**Ethynyltriazine: what sets the order of its excited states?**

The molecule is a flat ring of alternating carbon and nitrogen atoms, with an ethynyl group (a carbon–carbon triple bond) on one ring carbon. An excitation lifts an electron out of an occupied orbital and leaves a hole there. HOMO and LUMO are the highest occupied and lowest empty orbitals; HOMO-1 lies one below the HOMO, LUMO+1 one above the LUMO. The rows list the singlet states by rising energy.

Vertical singlet excitations of ethynyltriazine (C5H3N3) in the gas phase, computed with PySCF 2.14.0 at the Tamm–Dancoff B3LYP/def2-SVP level with density fitting and a frozen core, on a PBE0-D3(BJ)/def2-SVP geometry. Hole–electron distance is between the two centres, exciton size is the root-mean-square separation, and lambda is the spatial overlap of the orbital pairs.

| row | singlet state | singlet energy (eV) | singlet oscillator strength | singlet hole electron distance (Å) | singlet exciton size (Å) | singlet orbital overlap lambda | singlet main from | singlet main to |
| --- | --- | --- | --- | --- | --- | --- | --- | --- |
| 1 | 1 | 4.020 | 0.000 | 0.300 | 2.800 | 0.460 | HOMO | LUMO |
| 2 | 2 | 4.230 | 0.007 | 1.460 | 3.100 | 0.470 | HOMO-1 | LUMO |
| 3 | 3 | 4.560 | 0.009 | 0.750 | 2.530 | 0.520 | HOMO | LUMO+1 |
| 4 | 4 | 4.590 | 0.000 | 0.590 | 2.430 | 0.420 | HOMO-1 | LUMO+1 |
| 5 | 5 | 4.750 | 0.000 | 1.780 | 3.130 | 0.390 | HOMO-3 | LUMO |
| 6 | 6 | 5.460 | 0.003 | 1.870 | 3.500 | 0.420 | HOMO-2 | LUMO+1 |
| 7 | 7 | 5.520 | 0.335 | 1.440 | 3.120 | 0.760 | HOMO-2 | LUMO |
| 8 | 8 | 5.780 | 0.000 | 3.400 | 4.030 | 0.170 | HOMO-3 | LUMO+1 |

**1. Which state absorbs the light?**

Row 7 does, with about 95 % of the oscillator strength summed over the eight states. Oscillator strength measures how strongly a state absorbs. The lowest state, row 1, lies 1.5 eV further down and is dark. The energy of the lowest excited state is therefore a poor guide to where this molecule absorbs strongly.

**2. Row 1 has nearly the same orbital overlap as row 2. Why is it dark?**

Symmetry forbids it. Both holes are nitrogen lone pairs in the ring plane, and both electrons go into the LUMO, a π* orbital that changes sign across that plane. Light can then couple only through a dipole that points out of the plane. In row 1 the contributions from the left and right halves of the molecule cancel exactly; in row 2 they add, though weakly.

The overlap lambda can't show this, because it compares where two orbitals are large and ignores their signs. Rows 4 and 5 are dark for the same reason as row 1. Row 8 also rounds to zero in the table, but symmetry allows it and it is only very weak.

**3. Sending the electron to LUMO+1 instead of the LUMO costs the same orbital energy each time. Why do the state energies rise by such different amounts?**

Four holes appear with both electron orbitals. HOMO-2 (rows 6 and 7) gives mixed π→π* states that behave differently, and question 5 takes them up. The other three pairs are rows 1 and 3, rows 2 and 4, and rows 5 and 8. The two empty orbitals are 0.59 eV apart, yet the state energy rises by 0.54, 0.36 and 1.03 eV.

The largest difference lies in where the electron ends up relative to its hole. The LUMO spreads over the ring and the ethynyl group, while LUMO+1 sits almost wholly on the ring. For a hole on the ring nitrogens, the change brings the electron closer, and the stronger attraction pays back part of the cost. For a hole on the ethynyl group, as in rows 5 and 8, it takes the electron away and attraction is lost.

The exciton size, the root-mean-square distance between electron and hole, follows this picture. It shrinks in the first two pairs and grows from 3.13 to 4.03 Å in the third.

Attraction alone doesn't settle the difference between the two ring pairs. A second term, the exchange repulsion of question 5, is larger in row 3 than in row 1, judging by their triplets, and this enlarges the first step. It is probably smaller in the forbidden row 4 than in the allowed row 2, which would shrink the second step, but the available triplet data don't settle that.

**4. Can this picture give an energy?**

Making a separate electron and hole costs roughly the orbital gap, and their attraction gives some of that back:

E ≈ Δε − a·e²/r

Here Δε is the gap between the two main orbitals, r is the exciton size and e² is 14.4 eV Å. The factor a is the share of exact exchange in the functional, 0.20 for B3LYP, because only that part supplies a long-range attraction between electron and hole. For row 8 the estimate runs:

attraction = 0.20 × 14.4 / 4.03 = 0.71 eV

E ≈ 6.62 − 0.71 = 5.91 eV, against 5.78 eV computed

With a held at 0.20, the formula is 0.1 to 0.4 eV too high for the six states whose hole lies in the ring plane (rows 1 to 5 and 8). Part of the reason is that a root-mean-square distance gives too little weight to close encounters, so the attraction comes out too weak. The formula also leaves out the short-range response of the functional, which lowers the energy, and the exchange repulsion of question 5, which raises it. It singles out the largest step of question 3 but makes it about 0.2 eV too small. That it also orders the two ring steps correctly is no evidence for it, since exchange repulsion may also change within those pairs.

A fit to the same six rows with a left free gives 0.25 and a typical miss of 0.07 eV, against 0.19 eV for a constant shift below the gap. That advantage rests on row 8: without it, the two descriptions would fit about equally well. The fitted factor also absorbs what the formula omits, so it isn't a measurement of the exchange share. The printed analysis below gives the comparison row by row.

**5. Row 7 has the third-smallest orbital gap. Why is it only the seventh state?**

The formula puts row 7 at 4.8 eV, but the calculation gives 5.52 eV. An energy cost has been left out, and it belongs to the same feature that makes the state bright.

In row 7 the electron moves between π orbitals that overlap strongly. This creates a large oscillating charge pattern, which couples to light and also repels itself. That exchange repulsion raises the singlet, while the triplet with the same main orbital pair doesn't feel it. When the hole lies in the ring plane and the electron in a π* orbital, the pattern and the repulsion are much weaker, though not negligible.

The triplets of the same calculation support this. Row 7 lies between 1.5 and 1.85 eV above its matching triplet, whereas row 1 lies less than 0.35 eV above its own. The weakly allowed lone-pair states fall in between: row 2 lies about 0.56 eV above its triplet and row 3 more than 0.54 eV, although these two triplets mix with each other. Rows 6 and 7 each mix more than one orbital pair, which is a second reason why a one-pair formula shouldn't be trusted for them. Its close agreement for row 6 carries little weight.

**6. Rows 2 and 7 have nearly the same hole–electron distance. Do they move charge alike?**

They move it in opposite directions. The distance is measured between the centres of hole and electron, and it carries no sign. Row 2 moves the electron from the ring nitrogens towards the ethynyl group, while row 7 moves it from the ethynyl group into the ring. Someone who wants to know which end of the molecule becomes electron-rich must look at the orbitals.

In the four lowest states, the only ones with a relaxed dipole, the distance also overstates the change in dipole moment. The other electrons shift to screen the new charge distribution. In rows 2 to 4 this leaves only about a third to a half of the dipole change that the bare hole and electron would give. In row 1, where little charge moves, more than four fifths remains.

**7. What would more exact exchange in the functional do?**

It should matter most for row 8, the clearest charge-transfer state, with the largest hole–electron distance and the smallest overlap. More exact exchange widens the orbital gap and also strengthens the attraction. When electron and hole are well apart, the wider gap wins most clearly and the state moves up most. The lone-pair states should rise as well, by less.

Functionals with a small share of exact exchange are known to place such states too low, so 5.78 eV is probably an underestimate. The table holds a single functional, so the size of the error remains untested here.

**8. Which digits, and which order of states, can be trusted?**

The second decimal is good for comparing states within this calculation, but not for predicting a spectrum. Rows 3 and 4 differ by 0.03 eV and rows 6 and 7 by 0.06 eV, less than a change of method could easily shift them. The second pair is especially doubtful, because the Tamm–Dancoff approximation usually puts bright π→π* states too high. A full response calculation could bring row 7 below row 6.

The basis set also has no diffuse functions, so it can't properly describe Rydberg states, in which the electron occupies a large, distant orbital. The list says nothing about where they begin.

For a related molecule treated with the same functional, start from the orbital gap. Lower the estimate more when electron and hole stay close and less when they separate, then raise it if the state is a bright π→π* one. Compare such states by character before comparing them by number, since a small change of method can swap close neighbours.

The analysis program printed:

```
Orbital gap, attraction and charge shift:
  row  orbital gap eV  gap less energy eV  attraction estimate eV  model energy eV  model less computed eV  electron shift away from ethynyl A
    1            5.33                1.31                   1.029            4.301                  0.2814                                -0.3
    2           5.461               1.231                   0.929            4.532                  0.3017                               -1.46
    3           5.917               1.357                   1.138            4.778                  0.2182                                0.75
    4           6.047               1.457                   1.185            4.862                  0.2721                               -0.59
    5           6.035               1.285                  0.9201            5.115                  0.3653                                1.78
    6             6.3                0.84                  0.8228            5.477                 0.01716                                1.87
    7           5.713              0.1934                  0.9231             4.79                 -0.7297                                1.44
    8           6.622               0.842                  0.7146            5.907                  0.1274                                 3.4
fit of shift on 6 rows (inplane > 0): coefficient of coul 0.2524 +/- 0.0064; rms 0.0712, worst 5 -0.124, leave-one-out rms 0.0847
  rows outside the fit (model, value, miss): 6 1.039, 0.84, 0.199; 7 1.165, 0.1934, 0.972
rms miss of a constant shift for the same six rows, eV: 0.1941
orbital spacing LUMO to LUMO+1, eV: 0.5866
computed step row 1 to row 3, eV: 0.54
model step row 1 to row 3, eV: 0.4768
computed step row 2 to row 4, eV: 0.36
model step row 2 to row 4, eV: 0.3305
computed step row 5 to row 8, eV: 1.03
model step row 5 to row 8, eV: 0.7921
share of row 7 in the summed oscillator strength, percent: 94.63
row 7 above its matching triplet by at least, eV: 1.5
row 7 above its matching triplet by at most, eV: 1.846
row 1 above its matching triplet by at most, eV: 0.3463
energy of row 4 less row 3, eV: 0.03
energy of row 7 less row 6, eV: 0.06
relaxed part of the dipole change in row 1, percent: 83.54
relaxed part of the dipole change in row 2, percent: 51.57
relaxed part of the dipole change in row 3, percent: 48.59
relaxed part of the dipole change in row 4, percent: 35.98
```
